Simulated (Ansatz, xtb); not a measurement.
## Ligand exchange: CH2FI + SiH3(OH) → CH3FO + SiH3I

Species: CH2FI (fluoroiodomethane) `FCI`, singlet; SiH3(OH) (silanol), singlet; CH3FO `OCF`, singlet; SiH3I `[SiH3]I`, singlet. The partners trade I for OH: C–I and Si–OH bonds give way to C–OH and Si–I.

Shapes, held fixed at every level: PBE0-D4/def2-TZVP. Flexible molecules stand in one conformer, not always the lowest. Programs: Ansatz 0.2.0, xtb 6.7.1. The zero-point and thermal change to 298 K, harmonic and unscaled (PBE0-D4/def2-TZVP), is +4.7 kJ/mol.

| level | kind | ΔH(298 K) (kJ/mol) | less CCSD(T)/def2-TZVPP |
| --- | --- | --- | --- |
| GFN1-xTB | semi-empirical | +18.5 | +16.6 |
| HF/def2-SVP | Hartree–Fock | -40.4 | -42.3 |
| HF/def2-TZVPP | Hartree–Fock | -9.0 | -10.9 |
| BHLYP-D4/def2-TZVPP | global hybrid | -3.0 | -4.9 |
| wB97M-V/def2-TZVPP | range-separated hybrid | -2.5 | -4.4 |
| MP2/def2-SVP | perturbation theory | -26.5 | -28.4 |
| CCSD/def2-TZVPP | coupled cluster or CI | +0.4 | -1.5 |
| CCSD(T)/def2-TZVPP | coupled cluster or CI | +1.9 | 0.0 |

The highest level, CCSD(T)/def2-TZVPP, gives ΔH(298 K) = +1.9 kJ/mol; the levels span -40.4 to +18.5. That is about zero within the method's error. They disagree on the sign: 3 of 8 are positive. The column of differences is taken from that level and isn't an error. No measured value is set beside it here. For atoms past krypton def2 sets carry core potentials with scalar relativity. Correlated rows may include outer-core shells of I, which these sets cover unevenly.

The exchange is close to thermoneutral, although silicon's strong preference for oxygen over iodine would ordinarily hold the hydroxyl group on silicon. The likely counterweight is fluorine: in fluoromethanol, oxygen lone-pair donation into the C–F antibonding orbital gives an anomeric stabilisation that fluoroiodomethane largely lacks, offsetting the loss of the polar Si–O bond. The thermal term of +4.7 kJ/mol exceeds the coupled-cluster enthalpy of +1.9 kJ/mol, so the underlying electronic change is slightly favourable.

Basis set matters more here than the treatment of triples. Hartree–Fock moves from -40.4 to -9.0 kJ/mol on going from def2-SVP to def2-TZVPP, probably because the smaller set lacks the polarisation functions needed to describe the Si–O bond and so penalises silanol. Correlation shifts the balance towards the reactants in both basis sets, and the strongly exothermic small-basis values shouldn't be read as a chemical driving force. Nor does a balanced exchange imply that fluoromethanol would persist, since it readily loses HF to give formaldehyde.
